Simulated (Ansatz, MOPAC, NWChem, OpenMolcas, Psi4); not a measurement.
A ladder of methods for C2HF5 (pentafluoroethane)

C2HF5, singlet, SMILES `FC(F)C(F)(F)F`. Each level relaxes the structure for itself.

Each level gives the highest harmonic wavenumber at each level's own minimum (cm⁻¹). The values are calculated.

```json
{"level": "AM1", "kind": "semi-empirical", "program": "MOPAC", "value (cm⁻¹)": "3000"}
{"level": "MNDOD", "kind": "semi-empirical", "program": "MOPAC", "value (cm⁻¹)": "3171"}
{"level": "PM3", "kind": "semi-empirical", "program": "MOPAC", "value (cm⁻¹)": "2856"}
{"level": "PM6-ORG", "kind": "semi-empirical", "program": "MOPAC", "value (cm⁻¹)": "2857"}
{"level": "HF/3-21G", "kind": "Hartree–Fock", "program": "OpenMolcas", "value (cm⁻¹)": "3391"}
{"level": "HF/6-31G* (spherical functions)", "kind": "Hartree–Fock", "program": "NWChem", "value (cm⁻¹)": "3358"}
{"level": "HF/6-31G* (Cartesian functions)", "kind": "Hartree–Fock", "program": "OpenMolcas", "value (cm⁻¹)": "3355"}
{"level": "PBE-D3(BJ)/def2-SVP (density fitting)", "kind": "GGA", "program": "Psi4", "value (cm⁻¹)": "2991"}
{"level": "PBE0-D4/def2-TZVP", "kind": "global hybrid", "program": "Ansatz", "value (cm⁻¹)": "3100"}
```

Harmonic and unscaled. The values span 2856 to 3391 cm⁻¹.

The highest mode is the stretch of the molecule's only C–H bond, well separated from the C–F and C–C motions because hydrogen is so light. The ladder therefore mainly compares the curvature of one bond's potential. All three Hartree–Fock values lie above the rest. Without correlation, the σ* configurations that soften the bond are missing, so it comes out too short and too stiff. Changing the basis within Hartree–Fock matters far less than moving to either density functional.

PBE0 gives 3100 cm⁻¹ against 2991 cm⁻¹ for PBE, as expected when exact exchange stiffens a bond that a GGA leaves too soft, though the larger basis may also contribute. The semi-empirical values scatter on both sides of the PBE0 result, which probably reflects how each was parametrised for C–H bonds. The near-coincidence of PM3 and PM6-ORG is thus no sign of convergence, nor is that of AM1 and PBE. A good C–H value here would not guarantee a good description of the C–F stretches, which dominate the infrared absorption.
